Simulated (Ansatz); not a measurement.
## A series in volume scale on La

All results are calculated (Ansatz 0.2.0). Free energy against uniform scaling of the volume at fixed shape and fractions; periodic cell, basis, potentials, k mesh and filling as listed.

The cell before it is scaled or strained (space group Im-3m, No. 229):
```
La
1.0
     -2.1309     2.1309     2.1309
      2.1309    -2.1309     2.1309
      2.1309     2.1309    -2.1309
La
1
Direct
  0.00000 0.00000 0.00000
```

Settings of every row: functional r2SCAN; dispersion none; potentials PAW; wave cutoff 571.44 eV; density cutoff 2285.8 eV; k mesh 8x8x8; k shift 0x0x0; occupations fermi dirac; smearing width 0.1 eV; spin none.

Limits: coarse k mesh, up to 40 meV an atom off; the cell comes from a prototype or a list of computed structures and needn't be the stable phase.

| row | volume scale | V (Å³/atom) | energy above lowest point (meV/atom) | pressure (GPa) |
| --- | --- | --- | --- | --- |
| 1 | 0.9406 | 36.404 | 6.2 | 1.29 |
| 2 | 0.9703 | 37.554 | ? | ? |
| 3 | 1 | 38.703 | 0 | -0.36 |
| 4 | 1.0297 | 39.853 | 5.1 | -1.04 |
| 5 | 1.0594 | 41.002 | 14.7 | -1.65 |

Question: what energy above lowest point and pressure should row 2 give?

Worked fit of energy above lowest point. Take u = (V_r/V)^(2/3) − 1 with V_r = 39.278 Å³ an atom, which is twice the finite (Eulerian) strain; such expansions in the strain, on which the Birch-Murnaghan equation of state is built, carry the rest volume and the bulk modulus. The shown rows have u = 0.05196, 0.00988, -0.00964, -0.02823. Least squares give energy above lowest point = 1.95 − 263.8 × u + 6651 × u² meV/atom; a straight line predicts inner rows, each left out in turn, worse (root mean square 6.5 against 0.021 meV/atom). All shown rows lie on it to the printed digit. Its lowest point lies at u = 0.0198, or V = 38.14 Å³ an atom, and the curvature there gives the bulk modulus at fixed shape and fractions, B = (4/9)(1 + u)² E″(u)/V = 25.8 GPa. The withheld row has u = 0.03038, so the fit gives 1.95 − 263.8 × (0.03038) + 6651 × (0.03038)² = 0.1 meV/atom.

The calculation gave 0.1 meV/atom. The fit meets it to the printed digit.

Worked fit of pressure. Take u = (V_r/V)^(2/3) − 1 with V_r = 39.278 Å³ an atom, which is twice the finite (Eulerian) strain; such expansions in the strain, on which the Birch-Murnaghan equation of state is built, carry the rest volume and the bulk modulus. The shown rows have u = 0.05196, 0.00988, -0.00964, -0.02823. Least squares give pressure = −0.711 + 35.08 × u + 65.8 × u² GPa; a straight line predicts inner rows, each left out in turn, worse (root mean square 0.065 against 0.0061 GPa). All shown rows lie on it to the printed digit. The pressure vanishes at u = 0.0196, or V = 38.15 Å³ an atom, and there the bulk modulus at fixed shape and fractions is B = −V dP/dV = (2/3)(1 + u) dP/du = 25.6 GPa. The withheld row has u = 0.03038, so the fit gives −0.711 + 35.08 × (0.03038) + 65.8 × (0.03038)² = 0.42 GPa.

The calculation gave 0.41 GPa. The fit lies 0.01 GPa (2.4 % of the value, 0.34 % of the column's range) above it, one unit of the last digit.
